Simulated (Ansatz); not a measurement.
Ti: energy above lowest point as volume scale varies

Results calculated with Ansatz 0.2.0, not measured. Free energy against uniform scaling of the volume at fixed shape and fractions; periodic cell, basis, potentials, k mesh and filling as listed.

The cell before it is scaled or strained (space group P6_3/mmc, No. 194):
```
cell vectors (Å)
   2.9500     0.0000     0.0000
  -1.4750     2.5548     0.0000
   0.0000     0.0000     4.6800
atoms (fractions of the cell vectors)
Ti  0.33333  0.66667  0.25000
Ti  0.66667  0.33333  0.75000
```

Settings of every row: functional PBE; dispersion none; potentials all-electron LAPW; k mesh 11x11x6; k shift 0x0x0; occupations cold; smearing width 0.2 eV; spin none; relativity none; SCF threshold exponent -9.

Limits: coarse k mesh, up to 40 meV an atom off.

```csv
row,volume scale,V (Å³/atom),energy above lowest point (meV/atom)
1,0.94,16.578,15.6
2,0.96,16.93,5
3,0.98,17.283,0
4,1,17.636,0.1
5,1.02,17.989,?
6,1.04,18.341,13.8
7,1.06,18.694,26.7
```

Question: what energy above lowest point should row 5 give?

Worked fit of energy above lowest point. Take u = (V_r/V)^(2/3) − 1 with V_r = 17.459 Å³ an atom, which is twice the finite (Eulerian) strain; such expansions in the strain, on which the Birch-Murnaghan equation of state is built, carry the rest volume and the bulk modulus. The shown rows have u = 0.03512, 0.02072, 0.00678, -0.0067, -0.03232, -0.04454. Least squares give energy above lowest point = −0.57 − 7.6 × u + 13431 × u² − 3160 × u³ meV/atom; a parabola predicts inner rows, each left out in turn, worse (root mean square 0.061 against 0.028 meV/atom). All shown rows lie on it to the printed digit. Its lowest point lies at u = 0.0003, or V = 17.45 Å³ an atom, and the curvature there gives the bulk modulus at fixed shape and fractions, B = (4/9)(1 + u)² E″(u)/V = 110 GPa. Letting shape and atoms relax would as a rule lower it, by much in layered, chain or molecular crystals. The withheld row has u = -0.01974, so the fit gives −0.57 − 7.6 × (-0.01974) + 13431 × (-0.01974)² − 3160 × (-0.01974)³ = 4.8 meV/atom.

The calculation gave 4.8 meV/atom. The fit meets it to the printed digit.
